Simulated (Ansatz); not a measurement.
# A series in volume scale on Mo

Free energy against uniform scaling of the volume at fixed shape and fractions; periodic cell, basis, potentials, k mesh and filling as listed. The results are calculated, by Ansatz 0.2.0.

The cell before it is scaled or strained (space group Im-3m, No. 229):
```
Mo
1.0
     -1.5734     1.5734     1.5734
      1.5734    -1.5734     1.5734
      1.5734     1.5734    -1.5734
Mo
1
Direct
  0.00000 0.00000 0.00000
```

Settings of every row: functional PBE; dispersion none; potentials PAW; wave cutoff 500 eV; density cutoff 2000 eV; k mesh 13x13x13; k shift 0x0x0; occupations cold; smearing width 0.1 eV; spin none.

Limits: coarse k mesh, up to 40 meV an atom off.

| row | volume scale | V (Å³/atom) | energy above lowest point (meV/atom) | pressure (GPa) |
| --- | --- | --- | --- | --- |
| 1 | 0.9 | 14.022 | 190.4 | 39.16 |
| 2 | 0.925 | 14.412 | 108.6 | 28.33 |
| 3 | 0.95 | 14.801 | 51.6 | 18.79 |
| 4 | 0.975 | 15.191 | 16.3 | 10.42 |
| 5 | 1 | 15.58 | 0 | 3.16 |
| 6 | 1.025 | 15.97 | ? | ? |
| 7 | 1.05 | 16.359 | 14.7 | -8.67 |
| 8 | 1.075 | 16.749 | 41.8 | -13.52 |
| 9 | 1.1 | 17.138 | 79.9 | -17.79 |

Question: what energy above lowest point and pressure should row 6 give?

Worked fit of energy above lowest point. Take u = (V_r/V)^(2/3) − 1 with V_r = 15.386 Å³ an atom, which is twice the finite (Eulerian) strain; such expansions in the strain, on which the Birch-Murnaghan equation of state is built, carry the rest volume and the bulk modulus. The shown rows have u = 0.06384, 0.04456, 0.02618, 0.00854, -0.00832, -0.04006, -0.05502, -0.06937. Least squares give energy above lowest point = 5.94 + 962.4 × u + 29737 × u² + 7146 × u³ meV/atom; a parabola predicts inner rows, each left out in turn, worse (root mean square 0.5 against 0.083 meV/atom). The rows lie off it by 0.0, 0.1, 0.0, 0.0, 0.0, 0.1, 0.0, 0.0. Its lowest point lies at u = -0.0163, or V = 15.77 Å³ an atom, and the curvature there gives the bulk modulus at fixed shape and fractions, B = (4/9)(1 + u)² E″(u)/V = 257 GPa. The withheld row has u = -0.02453, so the fit gives 5.94 + 962.4 × (-0.02453) + 29737 × (-0.02453)² + 7146 × (-0.02453)³ = 0.1 meV/atom.

The calculation gave 0.2 meV/atom. The fit lies 0.1 meV/atom (50 % of the value, 0.053 % of the column's range) below it, one unit of the last digit.

Worked fit of pressure. Take u = (V_r/V)^(2/3) − 1 with V_r = 15.386 Å³ an atom, which is twice the finite (Eulerian) strain; such expansions in the strain, on which the Birch-Murnaghan equation of state is built, carry the rest volume and the bulk modulus. The shown rows have u = 0.06384, 0.04456, 0.02618, 0.00854, -0.00832, -0.04006, -0.05502, -0.06937. Least squares give pressure = 6.69 + 433.08 × u + 1175.4 × u² GPa; a straight line predicts inner rows, each left out in turn, worse (root mean square 1.8 against 0.076 GPa). The rows lie off it by 0.03, 0.01, -0.04, -0.05, -0.01, 0.10, 0.06, -0.09 (root mean square 0.058 GPa). The pressure vanishes at u = -0.0162, or V = 15.77 Å³ an atom, and there the bulk modulus at fixed shape and fractions is B = −V dP/dV = (2/3)(1 + u) dP/du = 259 GPa. The withheld row has u = -0.02453, so the fit gives 6.69 + 433.08 × (-0.02453) + 1175.4 × (-0.02453)² = -3.23 GPa.

The calculation gave -3.15 GPa. The fit lies 0.08 GPa (2.5 % of the value, 0.14 % of the column's range) below it; its largest miss of a shown row is 0.10 GPa.
